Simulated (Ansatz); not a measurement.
HfB: pressure as volume per atom varies

Results calculated with Ansatz 0.2.0, not measured. Periodic Kohn-Sham DFT of a crystal at fixed atoms; pressure and stress are positive in compression; the energy is the free energy less that of spherical unpolarised free atoms; site moments are those in the method's own spheres, positive along +z.

Cell of the first row (space group Fm-3m, No. 225):
```
CELL_PARAMETERS angstrom
0.00000 2.27080 2.27080
2.27080 0.00000 2.27080
2.27080 2.27080 0.00000
ATOMIC_POSITIONS crystal
Hf 0.50000 0.50000 0.50000
B 0.00000 0.00000 0.00000
```

Settings of every row: method frozen-core PAW; functional PBE; relativity scalar; k mesh 15x15x15; filling fermi-dirac; smearing width 0.05 eV; wave cutoff 420 eV; paw set soft_2.

Atom start moment: 0 on all atoms.

Limits: all rows lie far from zero pressure; no spin-orbit coupling on heavy atoms.

| row | volume per atom (Å³) | pressure (GPa) |
| --- | --- | --- |
| 1 | 11.71 | 45.302 |
| 2 | 12.018 | 37.15 |
| 3 | 12.326 | ? |
| 4 | 12.635 | 23.305 |
| 5 | 12.943 | 17.434 |

Question: what pressure should row 3 give?

Worked fit of pressure. Take u = (V_r/V)^(2/3) − 1 with V_r = 12.326 Å³ an atom, which is twice the finite (Eulerian) strain; such expansions in the strain, on which the Birch-Murnaghan equation of state is built, carry the rest volume and the bulk modulus. The shown rows have u = 0.03477, 0.01701, -0.01637, -0.03204. Least squares give pressure = 29.8594 + 414.702 × u + 843.52 × u² GPa; a straight line predicts inner rows, each left out in turn, worse (root mean square 0.54 against 0.02 GPa). The rows lie off it by 0.004, -0.008, 0.008, -0.004 (root mean square 0.0063 GPa). The withheld row has u = 0, so the fit gives 29.8594 + 414.702 × (0) + 843.52 × (0)² = 29.859 GPa.

The calculation gave 29.85 GPa. The fit lies 0.009 GPa (0.032 % of the column's range) above it; its largest miss of a shown row is 0.008 GPa.
